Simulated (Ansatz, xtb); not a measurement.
## GeH4Se3: which of two isomers lies lower

Structure I is `[SeH][GeH2][Se][SeH]`, a singlet and structure II is `[SeH][GeH]([SeH])[SeH]`, a singlet. Both are isolated molecules in the gas phase, relaxed with PBE0-D4/def2-SVP; the shapes shown needn't be the lowest conformers.

I (Å):

| atom | x (Å) | y (Å) | z (Å) |
| --- | --- | --- | --- |
| Ge | -0.2468 | 1.8389 | -1.4778 |
| Se | 0.6756 | 2.5663 | -3.5186 |
| Se | -1.5299 | 3.6166 | -0.5859 |
| Se | -2.1039 | 2.4831 | 1.3867 |
| H | 1.6304 | 3.4583 | -2.8416 |
| H | 0.8514 | 1.4648 | -0.4676 |
| H | -1.1504 | 0.6424 | -1.8115 |
| H | -0.9383 | 2.9291 | 2.1746 |

II (Å):

```yaml
atoms:
  - { symbol: Ge, position_ang: [-0.1981, 0.3508, 0.5808] }
  - { symbol: Se, position_ang: [-1.4756, 1.7887, -0.7732] }
  - { symbol: Se, position_ang: [2.1354, 0.4327, 0.2684] }
  - { symbol: Se, position_ang: [-1.0033, -1.8197, 0.1450] }
  - { symbol: H, position_ang: [-1.1595, 1.0209, -1.9880] }
  - { symbol: H, position_ang: [-0.4296, 0.8280, 2.0252] }
  - { symbol: H, position_ang: [2.0388, -0.2032, -1.0548] }
  - { symbol: H, position_ang: [0.1840, -2.4553, 0.7408] }
```

Question: Estimate which is lower in electronic energy at CCSD(T)/def2-SVP + ΔMP2/def2-TZVPP, and by roughly how much.

Answer: The CCSD(T)/def2-SVP + ΔMP2/def2-TZVPP calculation puts structure II lower, by 14.5 kcal/mol.

How the difference moves with the method:

```tsv
level	geometry	E(II) − E(I) (kcal/mol)	departure from the last row (kcal/mol)	job, with rough time for the two
GFN2-xTB	GFN2-xTB	−2.6	+11.9	optimisation, 0.33 s
HF/STO-3G	GFN2-xTB	−8.6	+5.9	single point, 0.74 s
r2SCAN-D4/def2-SVP	GFN2-xTB	−15.5	−1.0	single point, 2.7 s
PBE0-D4/def2-SVP	PBE0-D4/def2-SVP	−14.2	+0.3	optimisation, 59 s
HF/def2-SVP	PBE0-D4/def2-SVP	−14.3	+0.2	part of the CCSD(T) run
MP2/def2-SVP	PBE0-D4/def2-SVP	−16.1	−1.6	part of the CCSD(T) run
CCSD(T)/def2-SVP	PBE0-D4/def2-SVP	−14.9	−0.4	single point
CCSD(T)/def2-SVP + ΔMP2/def2-TZVPP	PBE0-D4/def2-SVP	−14.5		single point, 59 s
```

As drawn, II has 1 Ge–Se, 1 Se–H in place of 1 Se–Se, 1 Ge–H.

None of the levels shown reverses the order. The largest departure from CCSD(T)/def2-SVP + ΔMP2/def2-TZVPP is that of GFN2-xTB, 11.9 kcal/mol. The last row adds to CCSD(T) the change of the MP2 difference between the two basis sets, here +0.4 kcal/mol.

With thermal terms from frequencies at re-optimised GFN2-xTB minima (ideal gas, soft modes damped towards free rotors, one conformer each, 298.15 K, 1 atm): the zero-point term adds −0.6 kcal/mol; ΔH is −14.7 and ΔG −15.7 kcal/mol.

The correlated steps freeze 36 core orbitals; the filled d shell of Ge and Se is correlated, in a basis made for valence electrons. Programs: Ansatz 0.2.0, xtb 6.7.1; the last row on 2 threads of AMD EPYC 9R45 96-Core Processor (Zen 5) on a shared host.

Structure II, with all three selenium atoms bound to germanium, is clearly favoured over the diselenide I. The exchange amounts to an internal redox step: a germanium-bound hydrogen, hydridic in the formal sense, is traded for a selenol hydrogen while the Se–Se bond is reduced. The driving force is probably the replacement of a weak, nonpolar Se–Se bond, with its adjacent lone pairs repelling each other, by a polar Ge–Se bond; the exchange of Ge–H for Se–H should matter less.

Hartree–Fock in the def2-SVP basis already gives −14.3 kcal/mol, so the correlation contributions of the two isomers largely cancel, and MP2 slightly exaggerates what remains. The small preference in GFN2-xTB can't be put down chiefly to its geometries, since r2SCAN-D4 at those same structures gives −15.5 kcal/mol; its approximate description of the bond energies is the likelier source. The preference is thermodynamic and leaves open whether I could persist behind a rearrangement barrier.
